## Results and discussion

The dot holds $N$ electrons in the well $\omega^2r^2/2$, treated in exchange-only LDA. Energies are in hartree\* and lengths in bohr\*, the effective atomic units of the host. Three scales organise the table: chemical potentials $\mu(N)$ of a few units, addition energies $\Delta(N)=\mu(N+1)-\mu(N)$ of 0.1 to 0.35, and competing configurations some 0.005 apart. The highest eigenvalue is written $\varepsilon(N)$. In the level names 1p is the lowest p level and 2s the second s level; in closed shells the label "up" is arbitrary, since both spins are degenerate.

Spherical quantum dot in the well ω²r²/2 with ω = 0.21 hartree* and no central charge, from radks with Libxc in spin-polarised exchange-only LDA, with m-averaged shells and greedy filling, which can miss a lower state. Starred units are effective atomic units; levels are numbered from 1 for each l. Chemical potential is E(N)−E(N−1), addition energy E(N+1)+E(N−1)−2E(N).

| electrons | chemical potential (hartree*) | unpaired electrons | rms radius (bohr*) | highest eigenvalue (hartree*) | highest level | addition energy (hartree*) |
| --- | --- | --- | --- | --- | --- | --- |
| 1 | 0.3412 | 1 | 2.728 | 0.4688 | 1s up | n/a |
| 2 | 0.6752 | 0 | 3.081 | 0.7770 | 1s up | 0.3524 |
| 3 | 1.028 | 1 | 3.519 | 1.123 | 1p up | 0.1911 |
| 4 | 1.219 | 2 | 3.804 | 1.314 | 1p up | 0.1891 |
| 5 | 1.408 | 3 | 4.029 | 1.501 | 1p up | 0.2497 |
| 6 | 1.657 | 2 | 4.240 | 1.737 | 1p down | 0.1605 |
| 7 | 1.818 | 1 | 4.422 | 1.899 | 1p down | 0.1621 |
| 8 | 1.980 | 0 | 4.585 | 2.061 | 1p up | 0.2643 |
| 9 | 2.244 | 1 | 4.770 | 2.318 | 1d up | 0.1472 |
| 10 | 2.392 | 2 | 4.934 | 2.465 | 1d up | 0.1456 |
| 11 | 2.537 | 3 | 5.082 | 2.609 | 1d up | 0.1436 |
| 12 | 2.681 | 4 | 5.219 | 2.752 | 1d up | 0.1414 |
| 13 | 2.822 | 5 | 5.346 | 2.892 | 1d up | 0.1845 |
| 14 | 3.007 | 6 | 5.471 | 3.074 | 2s up | 0.1412 |
| 15 | 3.148 | 3 | 5.587 | 3.208 | 1d down | 0.1245 |
| 16 | 3.272 | 2 | 5.698 | 3.337 | 1d down | 0.1289 |
| 17 | 3.401 | 1 | 5.803 | 3.465 | 1d down | 0.1277 |
| 18 | 3.529 | 0 | 5.904 | 3.592 | 1d up | 0.1481 |
| 19 | 3.677 | 1 | 6.003 | 3.740 | 2s up | 0.1516 |
| 20 | 3.829 | 0 | 6.100 | 3.889 | 2s up | 0.1586 |
| 21 | 3.987 | 1 | 6.199 | 4.046 | 1f up | 0.1179 |
| 22 | 4.105 | 2 | 6.294 | 4.164 | 1f up | 0.1169 |
| 23 | 4.222 | 3 | 6.385 | 4.280 | 1f up | 0.1159 |
| 24 | 4.338 | 4 | 6.473 | 4.395 | 1f up | 0.1149 |
| 25 | 4.453 | 5 | 6.558 | 4.510 | 1f up | n/a |

### 1. Is the size set by the Pauli principle or by repulsion?

By repulsion, once there are more than a few electrons. Independent electrons in oscillator shells have $\langle r^2\rangle=(n+3/2)/\omega$ in shell $n$, which gives only 0.62 of the tabulated rms radius at $N=20$. In the opposite, classical limit the charge arranges itself so that no net force acts inside it. The charge $Q(r)$ within $r$ pushes outward with $Q/r^2$ and the well pulls with $\omega^2r$, so $Q=\omega^2r^3$. The density is uniform, $n_0=3\omega^2/4\pi\approx0.0105$ whatever $N$, and

$$R=(N/\omega^2)^{1/3},\qquad r_{\rm rms}=\sqrt{3/5}\,R,\qquad E_{\rm cl}=\tfrac{3}{10}\tfrac{N^2}{R}+\tfrac35\tfrac{N^2}{R}=0.9\,\omega^{2/3}N^{5/3}.$$

For $N=24$, with nothing fitted, $R=(24/0.0441)^{1/3}=8.16$ and $r_{\rm rms}=0.775\times8.16=6.32$; the table has 6.473, 2.4 % above the model. A uniform electron gas at $n_0$ adds $+0.138$ of kinetic and $-0.162$ of exchange energy per electron. Then $\mu(24)=0.318\,(24^{5/3}-23^{5/3})-0.024=0.318\times13.67-0.024=4.32$, against 4.338. The largest miss for $N\ge9$ is 0.061, at $N=9$.

The energy parts of two runs support this picture. The Hartree energy is 8 times the kinetic energy at $N=12$ and 11 times at $N=18$, and lies 2 to 3 % below $0.6N^2/R$. Kinetic and exchange energy per electron are 0.137 and $-0.149$ at $N=12$, so they do nearly cancel.

The sharp sphere is too small in every row, which fits a wave-mechanically soft edge. At $N=1$, where the miss is 24 % of its own radius, the model has no footing: the radius there is that of the oscillator ground state within 2.1 %. One constant added to $r_{\rm rms}^2$, the mean excess of 2.0 over all 25 rows, leaves a worst error of 4.3 % of the tabulated radius, again at $N=1$.

### 2. What sets the addition energy away from the peaks?

The capacitance of the sphere. The second derivative of $E_{\rm cl}$ is $\omega^{2/3}N^{-1/3}=1/R$, which is 0.12 at $N=24$. It applies cleanly where both steps, $N-1\to N\to N+1$, fill one spin subshell: $N=3$, 4, 6, 7, 9–12, 16, 17 and 21–24. In these rows $\Delta R$ lies between 0.78 ($N=3$) and 0.94 ($N=24$). Two effects should both act to keep it below one: the soft edge enlarges the sphere, and exchange lowers the repulsion among electrons of the spin being filled. The table doesn't separate them.

Within each subshell $\Delta R$ is lowest at the start and then climbs. At $N=6\to7$ the climb, 0.825 to 0.878, outruns the fall of $1/R$, so $\Delta(6)<\Delta(7)$. Part of the climb is expected anyway, because the soft edge matters less as $R$ grows. A plausible cause of the steeper part is that LDA exchange goes as $-n_\sigma^{4/3}$, whose negative curvature is strongest while the spin density $n_\sigma$ is still small.

A power law fitted to these 14 rows by least squares in the logarithms, $0.262\,N^{-0.257}$, serves below as a baseline. Its two constants trade against each other and carry no meaning. Its rms scatter of 0.003 limits every peak height to two figures at best.

### 3. Why is the oscillator closure at 20 so much weaker than that at 8, and why does 18 appear?

For independent electrons $\Delta$ would be $\omega=0.21$ at $N=2$, 8 and 20 and zero elsewhere. The excess over the baseline is instead 0.13 at $N=2$ (an extrapolation below the fitted rows), 0.11 at 8 and 0.037 at 20. Inside the uniform sphere the Hartree potential falls as $-\omega^2r^2/2$ and cancels the well exactly, so the electrons see a flat-bottomed box with levels $x_{nl}^2/2R_{\rm box}^2$, where $x_{nl}$ are zeros of spherical Bessel functions. Their order, 1s, 1p, 1d, 2s, 1f, 2p, is the order of the levels at $N=18$, and for each spin at $N=12$. Straight-line fits of the six $N=18$ levels leave an rms residual of 0.006 against $x_{nl}^2$ and 0.017 against the oscillator quantum number. The fitted box radius, 9.45, exceeds $R=7.42$, as a soft wall would require. The bottom is flat only on average: filling shell by shell leaves the density uneven, and the small gaps respond. At $N=12$ the 1d–2s gap is 0.049 for up spin and 0.025 for down spin.

The flattening splits the oscillator's degenerate pair. The 2s orbital lies further in than 1d (mean radius 4.91 against 6.08 at $N=18$), where the Hartree potential is highest, and ends 0.024 above it. That gap matches the excess at $N=18$, also 0.024: a weak closure.

The three additions at 18, 19 and 20 carry the chemical potential from 1d to 1f. Their excesses sum to $0.024+0.029+0.037=0.090$, and the two gaps at $N=18$ to $0.0243+0.0647=0.089$. One step is thus shared among three rows. The share at 19, larger than at the closed shell 18, belongs to the spin flip within the compact 2s orbital; flip and compactness are not separable here.

### 4. Are the peaks at 5 and 13 both spin flips?

Only the first. Parallel spins gain exchange energy, so a subshell fills one spin first, and the count of unpaired electrons follows Hund's rule, subshell by subshell, in every row but $N=14$, where the spin is maximised over 1d and 2s together. The LDA exchange potential is $-(6n_\sigma/\pi)^{1/3}$, equal to $-\tfrac43(0.162)=-0.216$ at $n_0$ without polarisation. With $\zeta$ the number of unpaired electrons divided by $N$, $n_\sigma=n_0(1\pm\zeta)/2$, and to first order the spins split by $\tfrac23(0.216)\,\zeta=0.144\,\zeta$.

At $N=12$, $\zeta=1/3$ gives 0.048; the computed 1d splitting is 0.047. At $N=5$, $\zeta=0.6$ gives 0.086, near the excess of 0.077 paid when the sixth electron enters 1p down. Because the density is fixed, half-filling peaks shrink with $\zeta$ even as the spin grows. The estimate fails at $N=19$, where it gives 0.008 against 0.029, presumably because one compact s electron polarises a small region and not the whole sphere, and also repels its partner more strongly.

At $N=13$ the next electron keeps its spin and enters 2s up. The excess of 0.049 equals the 1d up to 2s up gap of the neighbouring run at $N=12$. Exchange acts by lifting 1d down to the same height. At $N=12$ it still lies 0.0025 below 2s up; at $N=13$ the estimate of its distance above 1d up, $0.144\times5/13=0.055$, has passed 0.049. A spin flip would have given a peak only slightly higher.

### 5. How firm is the high-spin state at $N=14$?

It is marginal. $N=14$ has five 1d and one 2s electron of up spin; at $N=15$ the 2s is empty again and 1d down holds two, so $\mu(15)$ is not the addition to one orbital. If the 2s state lies $\delta$ below the state with six 1d electrons, $\Delta(14)$ is raised by $2\delta$ and $\Delta(13)$ and $\Delta(15)$ are each lowered by $\delta$. A line through $\Delta(16)$ and $\Delta(17)$, continued backward, gives 0.1301 at 15 and 0.1313 at 14, hence $\delta=0.0056$ and $0.0050$. The two agree, but both rest on one two-point extrapolation. The local maximum at $N=16$ exists only because 15 is depressed and marks no shell.

Three limits bite on a margin of 0.005. The greedy search can miss a lower configuration near $N=14$–17. Correlation is absent, and it works against spin polarisation, which exchange alone tends to overfavour; a margin this small is unlikely to survive it. Spherical averaging forbids an open d shell to deform.

### 6. Why does the highest eigenvalue exceed the chemical potential in every row?

By Janak's theorem an eigenvalue is the slope $\partial E/\partial f$ with respect to the occupation $f$ of its level, whereas $\mu(N)$ is that slope averaged from $N-1$ to $N$. The averaged shells make $E$ a smooth, upward-curving function of $f$, so $\mu(N)\approx[\varepsilon(N-1)+\varepsilon(N)]/2$ when both rows fill one spin subshell. At $N=11$, $(2.465+2.609)/2=2.537$, the tabulated value; in all 15 such rows the rule holds to 0.0005. Equivalently $\varepsilon-\mu=0.50\,\Delta$ in the 14 baseline rows. The eigenvalue is too high by half a charging step and is not a removal energy. Where the subshell changes the midpoint rule fails, by up to 0.078 at $N=3$.

A single electron shows the fault plainly. Its exact energy is $1.5\,\omega=0.315$, because it doesn't repel itself. LDA exchange cancels the Hartree term incompletely: the energy is 8.3 % and the eigenvalue 49 % above the exact value, and the radius is 2.1 % too large.

### 7. Which digits hold, and what would another $\omega$ or a central charge change?

The arithmetic is sound to the printed digits. Differences of $\mu$ reproduce $\Delta$ within 0.0008, inside the 0.001 that rounding allows, so fine structure should be read from the addition energy column. The energy parts at $N=18$ sum to 39.159, as do the first 18 chemical potentials. As a description of interacting electrons in this well the table is coarser: the error of 0.026 at $N=1$ is as large as the whole $N=18$ closure. The polarisability at $N=18$, 408.163, equals $N/\omega^2$, exact for any harmonic well, and tests nothing about shells.

The rest is scaling argument. Doubling $\omega$ shrinks $R$ to 0.63 of its value and raises the charging step by a factor of 1.59. Exchange scales like charging, $\omega^{2/3}$, while kinetic energy and box spacings go as $R^{-2}\propto\omega^{4/3}$. Shell closures should therefore grow relative to baseline and half-filling peaks, and the cancellation of kinetic and exchange energy is peculiar to this $\omega$. The same scaling works against the high-spin state at $N=14$: the 1d–2s gap it pays should grow faster than the exchange it gains, so its margin should shrink, though scaling cannot say at which $\omega$ it vanishes. A positive central charge $Z$ changes the classical radius only to $[(N-Z)/\omega^2]^{1/3}$ but pulls the s levels down most, since they alone have density at the origin. Lowering 2s by about 0.02 relative to 1d would remove the closure at 18 and strengthen the one at 20.
